A crystal of silicon carbide in the wurtzite structure is stretched or squeezed by the same percentage along every direction. Two energies are followed. The band gap is the smallest distance between any filled and any empty state; the least direct gap is the smallest distance between a filled and an empty state of the same crystal momentum. The calculation is done with three approximations for the interaction of the electrons, called PBE, r2SCAN and HSE06, on the same set of stretched cells. Three results of r2SCAN are hidden.

Wurtzite SiC under hydrostatic strain (per length), computed with Ansatz 0.2.0 (plane-wave PAW, no spin polarisation). The unstrained cell and the atoms in each strained cell are relaxed with r2SCAN, and changes are relative to the unstrained cell. Cutoff and k mesh are 420 eV and 6×6×4 for HSE06, 420 eV and 12×12×6 for PBE, and 500 eV and 12×12×6 for r2SCAN.

| functional | strain (%) | band gap (eV) | band gap change (eV) | least direct gap change (eV) |
| --- | --- | --- | --- | --- |
| HSE06 | -4 | 2.954 | -0.206 | 0.296 |
| HSE06 | -3 | 3.009 | -0.152 | 0.220 |
| HSE06 | -2 | 3.061 | -0.100 | 0.145 |
| HSE06 | -1 | 3.113 | -0.047 | 0.072 |
| HSE06 | 1 | 3.205 | 0.045 | -0.072 |
| HSE06 | 2 | 3.252 | 0.092 | -0.142 |
| HSE06 | 2.5 | 3.274 | 0.114 | -0.177 |
| HSE06 | 3 | 3.296 | 0.135 | -0.212 |
| HSE06 | 4 | 3.337 | 0.177 | -0.280 |
| HSE06 | 5 | 3.377 | 0.216 | -0.376 |
| PBE | -4 | 2.039 | -0.238 | 0.242 |
| PBE | -3 | 2.102 | -0.175 | 0.180 |
| PBE | -2 | 2.162 | -0.115 | 0.119 |
| PBE | -1 | 2.222 | -0.055 | 0.059 |
| PBE | 1 | 2.330 | 0.053 | -0.059 |
| PBE | 2 | 2.384 | 0.106 | -0.117 |
| PBE | 2.5 | 2.409 | 0.132 | -0.145 |
| PBE | 3 | 2.434 | 0.157 | -0.174 |
| PBE | 4 | 2.483 | 0.205 | -0.230 |
| PBE | 5 | 2.530 | 0.252 | -0.343 |
| r2SCAN | -4 | 2.454 | -0.198 | 0.288 |
| r2SCAN | -3 | 2.507 | -0.146 | 0.214 |
| r2SCAN | -2 | 2.557 | -0.096 | 0.142 |
| r2SCAN | -1 | 2.607 | -0.046 | 0.071 |
| r2SCAN | 1 | 2.695 | 0.043 | -0.070 |
| r2SCAN | 2 | ? | ? | ? |
| r2SCAN | 2.5 | ? | ? | ? |
| r2SCAN | 3 | ? | ? | ? |
| r2SCAN | 4 | 2.822 | 0.169 | -0.275 |
| r2SCAN | 5 | 2.860 | 0.207 | -0.374 |

**(a) How do the two gaps respond to stretching in the known rows, and what in the bonding could make them do so?**

*Solution.* They respond in opposite ways. In every known row the band gap is larger than at rest when the crystal is stretched and smaller when it is squeezed, and the least direct gap does the reverse. This holds for all three functionals, so it is no quirk of one approximation.

The two gaps join different pairs of states. In the outputs that name the states, the band gap runs from a filled state at or next to Γ, the centre of the momentum zone, to an empty state at K on its boundary. The direct gap lies at M, another boundary point, up to +4 %; at +5 % it lies at Γ, a change that part (b) takes up. Both gaps are the smallest found on the momentum mesh and at the named points, so a slightly smaller one in between can't be ruled out. A stretch shifts each of these levels by its own amount, and a gap records only the difference of two shifts.

Stretching weakens the overlap between neighbouring atoms. That brings bonding and antibonding levels closer together, which tends to close gaps. It is also expected to narrow the band of filled states, so that its top at Γ sinks towards the middle of the band, and a sinking top helps to open a gap. The bonding picture alone doesn't say which tendency wins for a given pair of states; the computed levels do. On the program's energy scale, whose zero itself shifts with the volume, the empty state at K sinks too, but by less than the top at Γ, so the gap between them widens. Silicon, which also has an indirect gap, follows the same pattern: its gap shrinks under pressure.

At M the filled state lies below the top of the band, by 1.30 eV in the HSE06 run at +2.5 %. As the band narrows, this state is expected to move up relative to the top at Γ, which takes something from the direct gap. But that can't be the whole story. From −4 to +2.5 % the HSE06 direct gap loses 0.79 eV relative to the indirect one. Were the filled state alone to blame, it would have lain 2.09 eV below the top at −4 %. That is some 60 % deeper for a crystal only about 6 % shorter, far more than a band is expected to widen.

So the empty state at M must also fall relative to the empty state at K, and this is likely the larger part. The two gaps differ in their response not only because they start from different filled states, but also because they end at different empty ones.

**(b) Predict the band gap change and the least direct gap change for r2SCAN at +2, +2.5 and +3 %, with an error bar. Could the values simply be borrowed from another functional?**

*Solution.* Borrowing from PBE would be a poor choice. Per percent of stretch its band gap changes about 21 % more than that of r2SCAN, and its direct gap about 16 % less. A fixed correction added to the PBE gap fails for the same reason: the r2SCAN gap exceeds the PBE gap by 0.415 eV at −4 %, but only by 0.330 eV at +5 %.

HSE06 is a much better guide. Its gaps are the largest of the three, yet its band gap responds only about 4 % more strongly than that of r2SCAN. The size of a gap is thus no measure of its response to strain. The small difference that remains between these two functionals should not be interpreted, because momentum mesh and cutoff differ as well.

The best source is r2SCAN itself at other strains. For a small stretch, a gap that keeps joining the same two states changes in proportion to the change in size, but theory does not say whether size should be counted as length, volume or density. The known rows help to choose. The band gap of r2SCAN changes 1.17 times as much at −4 % as at +4 %, which is the ratio expected if the gap follows the density of atoms. For the direct gap the ratio is 1.05, close to what the logarithm of length gives.

With $s$ the strain in percent, the model for the two changes reads

$$\Delta E_\text{gap} = a\,\frac{100}{3}\left[1-\left(1+\frac{s}{100}\right)^{-3}\right],\qquad \Delta E_\text{direct} = b\cdot 100\,\ln\!\left(1+\frac{s}{100}\right).$$

The factors are chosen so that $a$ and $b$ are the changes per percent of length near zero strain. Each functional has its own $a$ and $b$, fitted to its known rows. For r2SCAN they are $a = 0.0456$ eV and $b = -0.0703$ eV.

Take +2.5 %, a row that was not part of the fit. The volume grows by the factor $1.025^3 = 1.077$, so the density falls to 0.9286 of its value. The bracket is then 0.0714, and the band gap change is $0.04564 \times 33.33 \times 0.0714 = 0.1086$ eV, or 0.109 eV when rounded.

One feature of the table could spoil the forecast for the direct gap. Between +4 and +5 % it drops faster than before in all three functionals; for r2SCAN it ends 0.031 eV below the smooth line. The reason is that the smallest direct gap moves from M to Γ: in all three functionals the outputs place it at M at +4 % and at Γ at +5 %. The levels show the change coming. In r2SCAN at −1 % the direct gap at Γ is 1.09 eV larger than that at M; in HSE06 at +2.5 % it is only 0.42 eV larger. This comparison mixes two functionals, but a lead that shrinks so fast would be used up between +4 and +5 %. Each functional taken by itself fits this picture. Since the +5 % value belongs to Γ, the direct gap there falls by 0.26 eV per percent in r2SCAN, counted from −1 %, and by 0.25 eV in HSE06, counted from +2.5 %. At M the fall is only about 0.07 eV per percent in both. The +5 % rows thus describe a different pair of states and were left out of the direct-gap fit. A gap that falls faster and is still the larger one at +4 % was larger at smaller stretches too, so the hidden rows should lie on the smooth line.

| strain | band gap change (eV) | least direct gap change (eV) |
|---|---|---|
| +2 % | +0.088 ± 0.003 | −0.139 ± 0.003 |
| +2.5 % | +0.109 ± 0.003 | −0.174 ± 0.003 |
| +3 % | +0.129 ± 0.003 | −0.208 ± 0.003 |

The band gap changes should thus fall a little below those of HSE06 and clearly below those of PBE. The error bar is a little less than twice the largest misfit of the known r2SCAN rows, which is 0.0017 eV. Had the band gap followed the logarithm of length instead, its change at +3 % would be 0.133 eV. That alternative already fits the known rows far worse, and the hidden rows can add only a weak test of it.

**(c) Compare the forecasts with the computed values. What does the agreement prove, and what does it leave open?**

The withheld rows as computed:

| functional | strain (%) | band gap (eV) | band gap change (eV) | least direct gap change (eV) |
| --- | --- | --- | --- | --- |
| r2SCAN | 2 | 2.741 | 0.088 | -0.139 |
| r2SCAN | 2.5 | 2.762 | 0.109 | -0.173 |
| r2SCAN | 3 | 2.782 | 0.130 | -0.207 |

*Solution.* All six forecasts lie within their error bars. For the band gap, the first two agree to the last printed digit and the third is 0.001 eV too low. For the direct gap, the first agrees and the other two overstate the fall by 0.001 eV. Misses of this size are comparable to the rounding of the table and need no cause. The printed output after this text lists them with the fits.

The order of the functionals came out as forecast, and the direct gap shows no kink up to +3 %. The logarithmic form misses the band gap change at +3 % by 0.003 eV, against 0.001 eV for the density form. The hidden rows therefore side with density, as the known ones did, though by a narrow margin.

The success should not be overrated, because the hidden rows lie between known ones. A straight line drawn from +1 to +4 % rises by $(0.169-0.043)/3 = 0.042$ eV per percent and gives 0.127 eV at +3 %, only 0.003 eV below the computed 0.130 eV. What the test confirms is that both gaps run smoothly in this range. It doesn't test the bonding argument of part (a), which would need the levels at Γ, M and K from one functional at several strains.

For practical use, the slope matters more than the curvature. An even stretch of 0.1 % in length widens the r2SCAN band gap by about 0.005 eV, and HSE06 gives nearly the same. The r2SCAN gap itself is expected to be too small, as is usual for functionals of its kind. This applies to a load that is equal in all directions; a film held by its substrate is strained differently and needs its own calculation.

That Γ takes over the direct gap is recorded in the outputs of all three functionals, which name M at +4 % and Γ at +5 %. What remains open is the exact strain at which the two cross. The direct gaps at Γ and at M, each computed at a few strains between +4 and +5 %, would locate it.

Printed output of the fit:

```
fit of band_gap_change on 27 rows: coefficient of dH 0.04763 +/- 0.00011, coefficient of dP 0.0552 +/- 0.00011, coefficient of dR 0.04564 +/- 0.00012; rms 0.000932, worst r2SCAN 0.00174, leave-one-out rms 0.00104
  rows outside the fit (model, value, miss): r2SCAN 0.08775, 0.088, -0.000253; r2SCAN 0.1086, 0.109, -0.000376; r2SCAN 0.1291, 0.13, -0.000903
fit of band_gap_change on 27 rows: coefficient of lH 0.04678 +/- 0.00089, coefficient of lP 0.05422 +/- 0.00089, coefficient of lR 0.04506 +/- 0.001; rms 0.00798, worst PBE 0.0166, leave-one-out rms 0.0101
  rows outside the fit (model, value, miss): r2SCAN 0.08923, 0.088, 0.00123; r2SCAN 0.1113, 0.109, 0.00226; r2SCAN 0.1332, 0.13, 0.00319
fit of least_direct_gap_change on 24 rows (strain < 4.5): coefficient of lH -0.07192 +/- 0.00011, coefficient of lP -0.05896 +/- 0.00011, coefficient of lR -0.07033 +/- 0.00013; rms 0.000866, worst HSE06 -0.0024, leave-one-out rms 0.00113
  rows outside the fit (model, value, miss): HSE06 -0.3509, -0.376, 0.0251; PBE -0.2877, -0.343, 0.0553; r2SCAN -0.1393, -0.139, -0.000267; r2SCAN -0.1737, -0.173, -0.000657; r2SCAN -0.2079, -0.207, -0.000879; r2SCAN -0.3431, -0.374, 0.0309
half width of every forecast range, chosen before the reveal (eV): 0.003
largest misfit of the known r2SCAN rows, indirect gap, density model (eV): 0.001742
largest misfit of the known r2SCAN rows up to +4 %, direct gap (eV): 0.0009099
r2SCAN indirect gap, size of change at -4 % over that at +4 %: 1.172
r2SCAN direct gap, size of change at -4 % over that at +4 %: 1.047
the same ratio if linear in density: 1.174
the same ratio if linear in log length: 1.041
PBE slope of indirect gap above r2SCAN (%): 20.94
HSE06 slope of indirect gap above r2SCAN (%): 4.364
PBE slope of direct gap against r2SCAN (%): -16.17
r2SCAN gap less PBE gap at -4 % (eV): 0.415
r2SCAN gap less PBE gap at +5 % (eV): 0.33
```
